\section{Non-retarded coupled plasmon modes of a thin metal film}

\subsection{Premises and conventions}

A metal film fills $0<z<d$, medium 1 fills $z>d$ and medium 2 fills $z<0$. SI units are used in formulas, energies are given in eV and lengths in nm. All fields vary as $\exp[i(qx-\omega t)]$ with real $q>0$. The premises are:
\begin{enumerate}
\item[(P1)] The response is linear, local and non-magnetic: $\mathbf D=\epsilon_0\epsilon_j(\omega)\mathbf E$ in region $j=1,m,2$, and $\epsilon_m$ contains the whole response of the conduction electrons.
\item[(P2)] The interfaces are flat and sharp, each region is homogeneous and isotropic, and there is no external charge.
\item[(P3)] Retardation is neglected: $\nabla\times\mathbf E=0$, so that $\mathbf E=-\nabla\phi$.
\item[(P4)] The outer media are transparent, with real constants $\epsilon_1,\epsilon_2>0$, and $\epsilon_2\ge\epsilon_1$ by labelling.
\end{enumerate}
The mode condition needs only (P1)--(P3). The abbreviations
\begin{equation}
x=qd,\qquad s=e^{-x},\qquad S=\epsilon_1+\epsilon_2,\qquad P=\epsilon_1\epsilon_2
\end{equation}
are used throughout.

\subsection{Mode condition}

Without external charge $\nabla\cdot\mathbf D=0$, which inside each region reads $\epsilon_j\nabla^2\phi=0$. The case $\epsilon_m=0$ admits any potential in the metal and describes bulk plasmons. For $\epsilon_m\neq0$ Laplace's equation holds in all three regions, and $\phi=f(z)e^{i(qx-\omega t)}$ gives $f''=q^2f$. A mode bound to the film decays on both sides, so
\begin{equation}
f(z)=\begin{cases}
A\,e^{-q(z-d)}, & z>d,\\
B\,e^{q(z-d)}+C\,e^{-qz}, & 0<z<d,\\
D\,e^{qz}, & z<0.
\end{cases}
\label{eq:ansatz}
\end{equation}
The term $B$ is largest at the upper face and the term $C$ at the lower face; each is reduced by $s$ at the opposite face.

From $\nabla\times\mathbf E=0$ the tangential field $E_x=-iq\phi$ is continuous, hence $f$ is continuous. From $\nabla\cdot\mathbf D=0$ the normal component $D_z$ is continuous, hence $\epsilon f'$ is continuous; the charge that the electrons accumulate at a face is polarisation charge in this bookkeeping and is already counted in $\epsilon_m$. After division of the second condition by $q$, the face $z=d$ gives
\begin{equation}
A=B+sC,\qquad -\epsilon_1A=\epsilon_m(B-sC),
\end{equation}
and the face $z=0$ gives
\begin{equation}
D=sB+C,\qquad \epsilon_2D=\epsilon_m(sB-C).
\end{equation}
Inserting the first relation of each pair into the second removes $A$ and $D$:
\begin{align}
(\epsilon_m+\epsilon_1)\,B&=(\epsilon_m-\epsilon_1)\,s\,C, \label{eq:top}\\
(\epsilon_m+\epsilon_2)\,C&=(\epsilon_m-\epsilon_2)\,s\,B. \label{eq:bottom}
\end{align}
These homogeneous equations have a solution other than $B=C=0$ only if their determinant vanishes:
\begin{equation}
(\epsilon_m+\epsilon_1)(\epsilon_m+\epsilon_2)=(\epsilon_m-\epsilon_1)(\epsilon_m-\epsilon_2)\,e^{-2qd}.
\label{eq:mode}
\end{equation}
For $qd\to\infty$ the right side vanishes and the two single-interface conditions $\epsilon_m=-\epsilon_1$ and $\epsilon_m=-\epsilon_2$ remain. The factor $e^{-2qd}$ is the decay of the potential over a round trip through the film. At $\epsilon_m=0$ the two sides are $P$ and $Ps^2$, which differ for $q>0$, so the excluded case never coincides with a root.

\subsection{Solution for the permittivity of the metal}

Multiplying out Eq.~\eqref{eq:mode} gives $\epsilon_m^2(1-s^2)+\epsilon_mS(1+s^2)+P(1-s^2)=0$. Since $(1+s^2)/(1-s^2)=\coth x$, the quantity $\eta=-\epsilon_m$ obeys
\begin{equation}
Q(\eta)\equiv\eta^2-\eta\,S\coth x+P=0,
\label{eq:quad}
\end{equation}
with the roots
\begin{equation}
\eta_{L,U}=\tfrac12S\coth x\pm\sqrt{\tfrac14S^2\coth^2x-P},\qquad \eta_L\eta_U=P,\qquad \eta_L+\eta_U=S\coth x,
\label{eq:roots}
\end{equation}
where the upper sign belongs to $L$. Under (P4) one has $S^2/4\ge P$ and $\coth x>1$, so both roots are real and positive: the modes exist only where $\epsilon_m$ is negative. Further, $Q(\epsilon_j)=\epsilon_jS(1-\coth x)<0$ for $j=1,2$, so both outer permittivities lie between the roots,
\begin{equation}
0<\eta_U<\epsilon_1\le\epsilon_2<\eta_L .
\label{eq:order}
\end{equation}
Because $\coth x$ decreases with $x$, $\eta_L$ falls monotonically from infinity to $\epsilon_2$, and $\eta_U=P/\eta_L$ rises monotonically from zero to $\epsilon_1$.

\subsection{Charge pattern}

Write $\epsilon_m=\epsilon_b+\chi_e$, where $\epsilon_b$ is the background permittivity of the ion cores and $\chi_e$ the susceptibility of the conduction electrons. The electronic charge per area on a face is the outward normal component of $\epsilon_0\chi_e\mathbf E$ just inside the metal. Continuity of $D_z$ gives $E_z(d^-)=\epsilon_1qA/\epsilon_m$ and $E_z(0^+)=-\epsilon_2qD/\epsilon_m$, and the outward normals are $+\hat z$ and $-\hat z$, so
\begin{equation}
\sigma_1=\epsilon_0\frac{\chi_e}{\epsilon_m}\epsilon_1qA,\qquad
\sigma_2=\epsilon_0\frac{\chi_e}{\epsilon_m}\epsilon_2qD,\qquad
\frac{\sigma_1}{\sigma_2}=\frac{\epsilon_1A}{\epsilon_2D}.
\end{equation}
In the film $f(0)=D$ and $f'(0^+)=\epsilon_2qD/\epsilon_m$, so $f(z)=D[\cosh qz-(\epsilon_2/\eta)\sinh qz]$ and $A/D=\cosh x-(\epsilon_2/\eta)\sinh x$. On branch $L$ one uses $\epsilon_2/\eta_L=\eta_U/\epsilon_1$. On branch $U$ one uses $\epsilon_2/\eta_U=\eta_L/\epsilon_1$ and then $\eta_L\sinh x=S\cosh x-\eta_U\sinh x$. The results are
\begin{equation}
\left.\frac{\sigma_1}{\sigma_2}\right|_L=\frac{\epsilon_1}{\epsilon_2}\Big[\cosh x-\frac{\eta_U}{\epsilon_1}\sinh x\Big],\qquad
\left.\frac{\sigma_1}{\sigma_2}\right|_U=-\Big[\cosh x-\frac{\eta_U}{\epsilon_2}\sinh x\Big].
\label{eq:charge}
\end{equation}
Both brackets are positive by Eq.~\eqref{eq:order}. On $L$ the two faces carry charges of equal sign, in the ratio $\epsilon_1/\epsilon_2$ as $x\to0$, and the electrons move mainly along the film. On $U$ the charges have opposite sign, with ratio $-1$ as $x\to0$, and the electrons move mainly across the film.

\subsection{Drude film}

For electrons of density $n$, optical mass $m^*$ and relaxation rate $\gamma$, the equation of motion $m^*\dot{\mathbf v}=-e\mathbf E-m^*\gamma\mathbf v$ gives
\begin{equation}
\epsilon_m(\omega)=\epsilon_b-\frac{\Omega^2}{\omega(\omega+i\gamma)},\qquad \Omega^2=\frac{ne^2}{\epsilon_0m^*}.
\end{equation}
The bulk plasma frequency, the zero of $\epsilon_m$ at $\gamma=0$, is $\omega_p=\Omega/\sqrt{\epsilon_b}$. Setting $\epsilon_m=-\eta$ with real $\eta$ gives $\omega^2+i\gamma\omega=\Omega^2/(\epsilon_b+\eta)$. The undamped frequencies and the damped ones are therefore
\begin{equation}
\omega_{L,U}(q)=\frac{\Omega}{\sqrt{\epsilon_b+\eta_{L,U}(qd)}},\qquad
\omega=\sqrt{\omega_{L,U}^2-\gamma^2/4}-\frac{i\gamma}{2}.
\label{eq:drude}
\end{equation}
At real $q$ a mode with $\omega_{L,U}>\gamma/2$ loses energy at the rate $\gamma$, with no further dependence on $q$, $d$ and the outer media, and its real part is lowered by the relative amount $\gamma^2/8\omega_{L,U}^2$ to leading order. Since $\eta_L\to\infty$ and $\omega_L\to0$ for $qd\to0$, the lower branch violates this condition at the smallest $qd$ and is overdamped there, with the purely imaginary roots $\omega=-i\gamma/2\pm i\sqrt{\gamma^2/4-\omega_L^2}$. For $\omega_L\ll\gamma/2$ the slow root loses energy at the rate $2\omega_L^2/\gamma$, which depends on $q$, $d$ and the outer media. By the monotony of $\eta_{L,U}$, at $\gamma=0$ the lower branch $L$ rises from zero to $\Omega/\sqrt{\epsilon_b+\epsilon_2}$ and the upper branch $U$ falls from $\omega_p$ to $\Omega/\sqrt{\epsilon_b+\epsilon_1}$, with negative group velocity throughout. No mode lies between the two limiting frequencies.

\paragraph{Symmetric surroundings.} For $\epsilon_1=\epsilon_2=\epsilon$ the square root in Eq.~\eqref{eq:roots} is $\epsilon\sqrt{\coth^2x-1}=\epsilon/\sinh x$. With $(\cosh x+1)/\sinh x=\coth(x/2)$ and $(\cosh x-1)/\sinh x=\tanh(x/2)$,
\begin{equation}
\eta_L=\epsilon\coth\frac{x}{2}=\epsilon\,\frac{1+s}{1-s},\qquad
\eta_U=\epsilon\tanh\frac{x}{2}=\epsilon\,\frac{1-s}{1+s}.
\label{eq:sym}
\end{equation}
Equation~\eqref{eq:top} reads $B/C=s(\eta+\epsilon)/(\eta-\epsilon)$, which is $+1$ on $L$ and $-1$ on $U$: the potential is even about the midplane on the lower branch and odd on the upper one. For a free film with $\epsilon=\epsilon_b=1$ and $\Omega=\omega_p$, one has $1+\eta_L=2/(1-s)$ and $1+\eta_U=2/(1+s)$, so
\begin{equation}
\omega_{U,L}=\frac{\omega_p}{\sqrt2}\sqrt{1\pm e^{-qd}},
\label{eq:free}
\end{equation}
with the upper sign for $U$. These are the film modes found by Ritchie (1957). They obey $\omega_U^2+\omega_L^2=\omega_p^2$.

\paragraph{Thin limit, $qd\ll1$.} With $\coth x=1/x+x/3+O(x^3)$, Eq.~\eqref{eq:quad} in the form $\eta_L=S\coth x-P/\eta_L$ is solved by iteration:
\begin{equation}
\eta_L=\frac{S}{x}+\Big(\frac{S}{3}-\frac{P}{S}\Big)x+O(x^3),\qquad \eta_U=\frac{P}{S}\,x+O(x^3).
\end{equation}
Expansion of Eq.~\eqref{eq:drude} to first order in $x$ yields
\begin{equation}
\omega_L\simeq\Omega\sqrt{\frac{qd}{\epsilon_1+\epsilon_2}}\Big[1-\frac{\epsilon_b\,qd}{2S}\Big],\qquad
\omega_U\simeq\omega_p\Big[1-\frac{P\,qd}{2\epsilon_bS}\Big].
\label{eq:thin}
\end{equation}
For the free film these are $\omega_L\simeq\omega_p\sqrt{qd/2}\,(1-qd/4)$ and $\omega_U\simeq\omega_p(1-qd/4)$, as follows also from expanding Eq.~\eqref{eq:free}. The leading term of $\omega_L$ can be obtained independently by treating the film as a sheet of areal density $n_s=nd$. A sheet charge $\sigma$ at $z=0$ has the potential $\phi_0e^{-q|z|}$, and the jump of $D_z$ gives $\phi_0=\sigma/(\epsilon_0Sq)$. The sheet current is $K=in_se^2E_x/(m^*\omega)$ with $E_x=-iq\phi_0$, and charge conservation requires $\omega\sigma=qK$. Together,
\begin{equation}
\omega^2=\frac{n_se^2q}{\epsilon_0m^*(\epsilon_1+\epsilon_2)},
\label{eq:sheet}
\end{equation}
which equals $\Omega^2qd/S$ and is the long-wavelength plasmon of a two-dimensional electron gas (Stern 1967). The background $\epsilon_b$ is absent because the field lies almost wholly outside the film. The upper mode tends to $\omega_p$ whatever the surroundings, because opposite sheets of charge confine the field between them as in a plate capacitor.

\paragraph{Thick limit, $qd\gg1$.} In terms of $\eta$, Eq.~\eqref{eq:mode} is $(\eta-\epsilon_1)(\eta-\epsilon_2)=(\eta+\epsilon_1)(\eta+\epsilon_2)s^2$. For $\epsilon_2>\epsilon_1$ one factor on the left is small near each root, and the others may be evaluated at the unperturbed value:
\begin{equation}
\eta_L\simeq\epsilon_2+\frac{2\epsilon_2S}{\epsilon_2-\epsilon_1}\,e^{-2qd},\qquad
\eta_U\simeq\epsilon_1-\frac{2\epsilon_1S}{\epsilon_2-\epsilon_1}\,e^{-2qd}.
\label{eq:thick}
\end{equation}
This holds while the shifts are small against $\epsilon_2-\epsilon_1$. For equal outer media Eq.~\eqref{eq:sym} gives $\eta\simeq\epsilon(1\pm2e^{-qd})$ instead. Degenerate interface modes thus split in first order in the overlap $s$, while non-degenerate ones repel in second order.

\subsection{Range of validity}

\paragraph{Retardation.} Without (P3) the modes are TM waves, $\mathbf H=\hat y\,H(z)e^{i(qx-\omega t)}$, with $H''=\kappa_j^2H$ and $\kappa_j^2=q^2-\epsilon_j\omega^2/c^2$. Amp\`ere's law makes $E_x$ proportional to $H'/\epsilon$, so $H$ and $H'/\epsilon$ are continuous. The matching repeats that of Eq.~\eqref{eq:ansatz} with $\epsilon_jq$ replaced by $\kappa_j/\epsilon_j$ and $s$ by $e^{-\kappa_md}$. Multiplication of the resulting condition by $\epsilon_m^2\epsilon_1\epsilon_2$ gives
\begin{equation}
(\epsilon_m\kappa_1+\epsilon_1\kappa_m)(\epsilon_m\kappa_2+\epsilon_2\kappa_m)=(\epsilon_m\kappa_1-\epsilon_1\kappa_m)(\epsilon_m\kappa_2-\epsilon_2\kappa_m)\,e^{-2\kappa_md},
\label{eq:ret}
\end{equation}
a problem treated by Economou (1969). Division by $\kappa_1\kappa_2$ turns it into Eq.~\eqref{eq:mode} with $\epsilon_j\to\epsilon_j\kappa_m/\kappa_j$ for $j=1,2$ and $qd\to\kappa_md$, and all $\kappa_j\to q$ restores Eq.~\eqref{eq:mode}. For $\epsilon_b=1$, $\gamma=0$ and $k_p=\omega_p/c$ one has $\kappa_m^2=q^2+k_p^2-\omega^2/c^2$, so a sufficient condition for both branches is $q\gg k_p\max(1,\sqrt{\epsilon_2})$. The region of strong coupling $qd\lesssim1$ then exists only for $d\ll c/\omega_p$. The upper branch is bound only while $\kappa_2$ is real, and its non-retarded limit $\omega_U\to\omega_p$ at $q\to0$ lies inside the light cone, where the mode radiates and Eq.~\eqref{eq:mode} does not apply. The lower branch needs less. For $\kappa_md\ll1$ the substituted thin limit is $\eta_L\simeq(\epsilon_1\kappa_m/\kappa_1+\epsilon_2\kappa_m/\kappa_2)/(\kappa_md)$, in which $\kappa_m$ cancels, so only $k_pd\ll1$ and $q^2\gg\epsilon_2\omega_L^2/c^2$ are required. With Eq.~\eqref{eq:thin} the latter becomes
\begin{equation}
q\gg k_p^2d\,\epsilon_2/S .
\label{eq:lowq}
\end{equation}

\paragraph{Non-locality and diffuse faces.} (P1) requires $qv_F\ll\omega$, with $v_F$ the Fermi velocity. The induced charge is in fact spread over a length $\ell$, set by dynamic screening, $v_F/\omega_p$, and by the tail of the density outside the metal, $\hbar/(2\sqrt{2m\Phi})$ for electrons at the Fermi level moving normally against a step barrier of work function $\Phi$, with $m$ the electron mass. The interface frequencies are expected to shift by relative amounts of order $q\ell$, and the distance between the two charge layers is uncertain by about $2\ell$. The local theory fixes neither sign. The leading term \eqref{eq:sheet} is unaffected, since it depends only on $n_s$. A bulk $\epsilon_m$ also needs many occupied subbands, $k_Fd/\pi\gg1$, and a continuous film; an island film has particle resonances instead.

\paragraph{Damping.} An oscillating mode requires $\omega_{L,U}>\gamma/2$. When the lower branch reaches $\gamma/2$ within the thin limit, the leading term of Eq.~\eqref{eq:thin} turns this into $qd\gtrsim S\gamma^2/4\Omega^2$; well below that bound the slow root loses energy at the rate $2\Omega^2qd/(S\gamma)$.

\paragraph{Outer media.} Equations~\eqref{eq:mode} and \eqref{eq:roots} stay valid for dispersive $\epsilon_{1,2}(\omega)$, but become implicit in $\omega$. For an anisotropic substrate with principal axes along $x$ and $z$, $\nabla\cdot\mathbf D=0$ gives $\epsilon_{zz}f''=\epsilon_{xx}q^2f$, hence $f\propto e^{\lambda z}$ with $\lambda=q\sqrt{\epsilon_{xx}/\epsilon_{zz}}$. The matching involves only $\epsilon_{zz}\lambda=q\sqrt{\epsilon_{xx}\epsilon_{zz}}$, so Eq.~\eqref{eq:mode} holds with $\epsilon_2=\sqrt{\epsilon_{xx}\epsilon_{zz}}$.

\subsection{Illustration: potassium on quartz}

Take $d=5$ nm, vacuum above ($\epsilon_1=1$) and quartz below. The modes of interest lie at 1--4 eV, above the optical phonons of quartz (highest typically near 0.15 eV) and below its absorption edge (typically near 9 eV), so the relevant constant is the high-frequency one, with compiled mean value $\epsilon_2=2.36$ (Chen 2018). Then $S=3.36$ and $P=2.36$. For potassium, one electron per atom and a typical bcc lattice constant of 0.533 nm give $n=13.2$ nm$^{-3}$, $k_F=7.3$ nm$^{-1}$ and $\hbar v_F=0.56$ eV nm. The model takes $\epsilon_b=1$ and $\hbar\omega_p=3.8$ eV, a value chosen to reproduce the typical bulk plasmon energy of potassium; the free-electron formula with the bare mass would give an input of 4.3 eV, 12 per cent larger, since it omits core polarisation and band effects.

At $q=0.2$ nm$^{-1}$, $x=1$, $\coth x=1.313$, $\tfrac12S\coth x=2.206$ and the square root in Eq.~\eqref{eq:roots} is 1.583, so $\eta_L=3.789$ and $\eta_U=0.623$. The table collects such results. The dimensionless columns are roots of the model equation; the energies are rounded to 0.1 eV.

\begin{center}
\begin{tabular}{cccccccc}
\hline
$q$ (nm$^{-1}$) & $qd$ & $\eta_L$ & $\eta_U$ & $\omega_L/\omega_p$ & $\omega_U/\omega_p$ & $\hbar\omega_L$ (eV) & $\hbar\omega_U$ (eV)\\
\hline
0.05 & 0.25 & 13.54 & 0.174 & 0.262 & 0.923 & 1.0 & 3.5\\
0.1 & 0.5 & 6.93 & 0.341 & 0.355 & 0.864 & 1.3 & 3.3\\
0.2 & 1 & 3.79 & 0.623 & 0.457 & 0.785 & 1.7 & 3.0\\
0.4 & 2 & 2.57 & 0.920 & 0.530 & 0.722 & 2.0 & 2.7\\
 & $\infty$ & 2.36 & 1 & 0.546 & 0.707 & 2.1 & 2.7\\
\hline
\end{tabular}
\end{center}

At $qd=0.25$ the square-root law gives $\omega_L/\omega_p=0.273$, and 0.263 with the bracket of Eq.~\eqref{eq:thin}. At $qd=2$ Eq.~\eqref{eq:thick} gives $\eta_L\simeq2.57$ and $\eta_U\simeq0.91$. At $qd=1$ the free film of Eq.~\eqref{eq:free} has the ratios 0.562 and 0.827, so the substrate lowers the lower branch by 19 and the upper one by 5 per cent; for $qd\to0$ the lower branch is scaled by $\sqrt{2/S}=0.772$ and the upper one is unchanged. The charge ratios \eqref{eq:charge} at $qd=1$ are 0.34 on $L$ (0.42 at $qd\to0$) and $-1.23$ on $U$, which shows the lower mode moving to the quartz side and the upper one to the vacuum side.

The neglected terms have the following sizes.

\emph{Retardation.} Here $k_p=0.0193$ nm$^{-1}$, $c/\omega_p=52$ nm and $(k_pd)^2=0.009$. Equation~\eqref{eq:ret} gives the ratios 0.261 and 0.914 at $qd=0.25$, lower than the table by 0.5 and 0.9 per cent; at $qd=1$ both shifts are 0.1 per cent. The upper branch approaches the light line of quartz at $q$ of order $\sqrt{\epsilon_2}\,k_p=0.030$ nm$^{-1}$. The bound \eqref{eq:lowq} is 0.0013 nm$^{-1}$, where the non-retarded $\hbar\omega_L$ is 0.17 eV, so retardation and coupling to the quartz phonons end the square-root law at about the same wavevector.

\emph{Substrate.} In both limits of $qd$, and because $\epsilon_1=\epsilon_b$, a change $\delta\epsilon_2$ shifts $\omega_L$ by the relative amount $-\delta\epsilon_2/2S$. The compiled static constant along $c$ is 4.6368 at 300 K (Crystal data cards); taken as representative, it leaves a total lattice strength of 2.28. A phonon $\omega_j$ of strength $\Delta_j$ contributes $\Delta_j\omega_j^2/(\omega_j^2-\omega^2)$, whose magnitude above the band grows with $\omega_j$, so placing all strength at 0.15 eV bounds the lowering of $\epsilon_2$ at 1.0 eV by 0.052, a shift of at most 0.8 per cent. Use of the static constant itself would misplace the potassium--quartz limit at 1.6 eV. A single electronic oscillator at a typical 13 eV, $\epsilon_2(\omega)=1+1.36/[1-(\hbar\omega/13\ \mathrm{eV})^2]$, raises $\epsilon_2$ by 0.036 at 2.1 eV, a shift of 0.5 per cent. The optical principal values of quartz differ typically by about 1 per cent, worth at most 0.4 per cent.

\emph{Diffuse faces.} The compiled work function 2.29 eV (Tran 2019) gives a tail of 0.064 nm, and $v_F/\omega_p=0.15$ nm. Both $q\ell$ at $q=0.4$ nm$^{-1}$ and $2\ell/d$ then lie between 0.03 and 0.06. At that wavevector $qv_F/\omega_L=0.11$, and $k_Fd/\pi\approx12$. The whole upper branch lies above the work function, so it can also decay by electron emission, a channel absent from the Drude form.

\emph{Damping.} Scattering at the faces contributes a width of order $\hbar v_F/d=0.11$ eV. An illustrative $\hbar\gamma=0.1$ eV shifts the mode at 1.0 eV by 0.1 per cent. It would overdamp the non-retarded lower branch below $qd=0.0006$, or $q=0.00012$ nm$^{-1}$, which lies under the bound \eqref{eq:lowq}.

\emph{Background permittivity.} The bulk energy fixes only $\Omega/\sqrt{\epsilon_b}$. An illustrative $\epsilon_b=1.2$ at the same $\hbar\omega_p$ means $\hbar\Omega=4.2$ eV and multiplies each frequency by $\sqrt{\epsilon_b(1+\eta)/(\epsilon_b+\eta)}$. The lower branch rises by 10 per cent at small $qd$ and 6 per cent at large $qd$, the upper one by zero to 4 per cent. This is the largest uncertainty; on the upper branch it rivals the 5 per cent effect of the substrate on the absolute energy. The energies in the table are thus the model's, with an uncertainty of 0.1--0.2 eV when applied to a real film.

The ratios depend only on $qd$, $\epsilon_1$ and $\epsilon_2$, so they carry over formally to a wiring metal such as aluminium on the same substrate, with a typical $\hbar\omega_p=15$ eV and neglect of its surface oxide and of its interband band near a typical 1.5 eV. The window is narrower. For $d=5$ nm, $(k_pd)^2=0.14$, and at $qd=0.25$ the model's non-retarded $\hbar\omega_L=3.9$ eV drops by 8 per cent to 3.6 eV when Eq.~\eqref{eq:ret} is used. The limiting value of 8.2 eV lies so near the absorption edge of SiO$_2$ that a constant $\epsilon_2$ fails there and the implicit form with $\epsilon_2(\omega)$ is required.